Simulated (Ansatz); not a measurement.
# From C to Sn: the atomisation energy (no zero-point term)

One atom is swapped for its congeners: C5H12 (neopentane) `CC(C)(C)C`; Si(CH3)4 (tetramethylsilane); Ge(CH3)4 (tetramethylgermane); Sn(CH3)4 (tetramethyltin). All are singlets with charge 0.

Shapes, held fixed at every level: PBE0-D4/def2-TZVP. Programs: Ansatz 0.2.0. Values in eV.

```csv
level,C5H12,Ge(CH3)4,Sn(CH3)4
HF/def2-SVP,53.85,50.13,48.14
SPW92/def2-TZVPP,78.07,73.05,71.13
B3LYP-D4/def2-TZVPP,69.40,65.17,63.41
r2SCAN0-D4/def2-TZVPP,68.99,64.90,63.00
wB97X-V/def2-TZVPP,69.40,65.33,63.58
CCSD(T)/def2-SVP,66.99,62.35,60.45
CCSD(T)/def2-TZVPP,68.02,64.19,62.39
```

Task: Estimate the column for Si(CH3)4 from its neighbours.

Result: The mean of the neighbours at CCSD(T)/def2-TZVPP is 66.10 eV, against 65.54 from the run. All rows: HF/def2-SVP 51.82; SPW92/def2-TZVPP 74.67; B3LYP-D4/def2-TZVPP 66.97; r2SCAN0-D4/def2-TZVPP 66.64; wB97X-V/def2-TZVPP 67.03; CCSD(T)/def2-SVP 63.86; CCSD(T)/def2-TZVPP 65.54 eV. At CCSD(T)/def2-TZVPP the atomisation energy falls at every step, from 68.02 to 62.39 eV. Every level shows the same order. For atoms past krypton def2 sets carry core potentials with scalar relativity. Relativity is left out for Ge unless named. Correlated rows may include outer-core shells of Ge, Sn, which these sets cover unevenly. Spin-orbit coupling, which grows down the group, is left out (summed over each molecule's free atoms 0.02, 0.03, 0.13, 0.32 eV).

The central atom binds its four methyl groups less strongly down the group. The C–H bonds are common to all four molecules and supply most of the total, so the decline mainly reflects the M–C bonds. Carbon's compact 2s and 2p shells are similar in extent and hybridise well; in the heavier congeners the valence p orbitals are more diffuse and match the s shell less well, which weakens overlap with the methyl carbon. Greater M–C polarity offsets only part of this loss.

Silicon lies below the mean of its neighbours in every row, and the drop from carbon to silicon is always the largest, as expected for the break between the second period and the heavier elements. Hartree–Fock underbinds throughout because it lacks the correlation energy gained on pairing electrons in bonds, while SPW92 shows the usual local-density overbinding. The order is therefore firmer than the absolute energies. These totals don't establish the energy needed to remove the first methyl group, which also depends on relaxation of the radicals.
